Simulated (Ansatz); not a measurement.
# Ga₃Se: energy along a strain

Ga₃Se, Pm-3m, a = 4.225 Å. The structure is a Materials Project entry; whether it is the stable form wasn't checked. Ansatz: PBEsol+D3(BJ), PAW, 420 eV, Γ-centred 12×12×12 mesh on 4 atoms, Gaussian smearing 0.15 eV; no spin polarisation. Cell vectors (Å): 4.225 0.000 0.000; 0.000 4.225 0.000; 0.000 0.000 4.225. The cell is strained by x per cent times the pattern (0 1 0 0 0 0) in the order xx yy zz yz xz xy (engineering shears), with fractional coordinates held. y is the free energy over the start, V0 = 18.854 Å³/atom. Points with a strain past 8.5 % were computed too (3) and aren't used here.

```
x (%) y (meV/atom)
-7.50         21.55
-5.00          9.82
-2.50          2.53
 0.00          0.00
 2.50          1.87
 5.00          7.81
 7.50             ?
```

Question: Fit y = c1 x + c2 x² + c3 x³ to the other rows, get the stiffness along the pattern, and predict the missing energy.

Answer: Least squares on the rows shown. y = −0.14903 x + 0.35141 x² − 0.0016423 x³. The clamped-ion stiffness p·C·p = 2 × 3.514 eV × 160.2 / 18.854 Å³ = 60 GPa, which is C22 in these axes (C11 of the cubic crystal); c1 is there for the stress left in the start, which by itself gives a slope of -0.11 meV/atom per %. At x = 7.50 the fit asked for gives 17.96 meV/atom. The run gave 17.21 meV/atom, so the fit is 0.75 meV/atom too high, 3.5 % of the span of the series, against an rms of 0.06 meV/atom on the fitted rows. The row lies outside the fitted range. With a term in x⁴ added, a fit to the same known rows predicts 17.01 meV/atom, so most of the miss is curvature that the known rows already hold.

Spin polarisation was left out, and a magnetic state may lie lower.

Cost: 10 runs of about 2.6 core-minutes in all, on Intel Xeon Platinum 8488C (Sapphire Rapids) (shared hosts).

Stretching the cell costs less than compressing it by the same amount, at every pair of strains. Part of this asymmetry comes from the starting cell being slightly compressed, as the negative initial slope shows. The rest is ordinary anharmonicity: short-range repulsion between overlapping shells rises faster on compression than bonding forces grow on extension.

The fitted linear coefficient, −0.14903, is larger in magnitude than the slope of -0.11 from the stress alone. This suggests that it has absorbed some of the cubic response, leaving the fitted cubic term too weak. The overshoot at 7.50 therefore probably reflects both this misassigned odd part and a missing even-order softening, not an abrupt change in bonding.

The 60 GPa should also hold as the relaxed-ion value for this cell. With four atoms in Pm-3m, every site is an inversion centre and remains one under homogeneous strain, so no internal forces arise. Resistance to this one axial strain doesn't establish mechanical stability, which also depends on the shear and lateral-coupling constants.
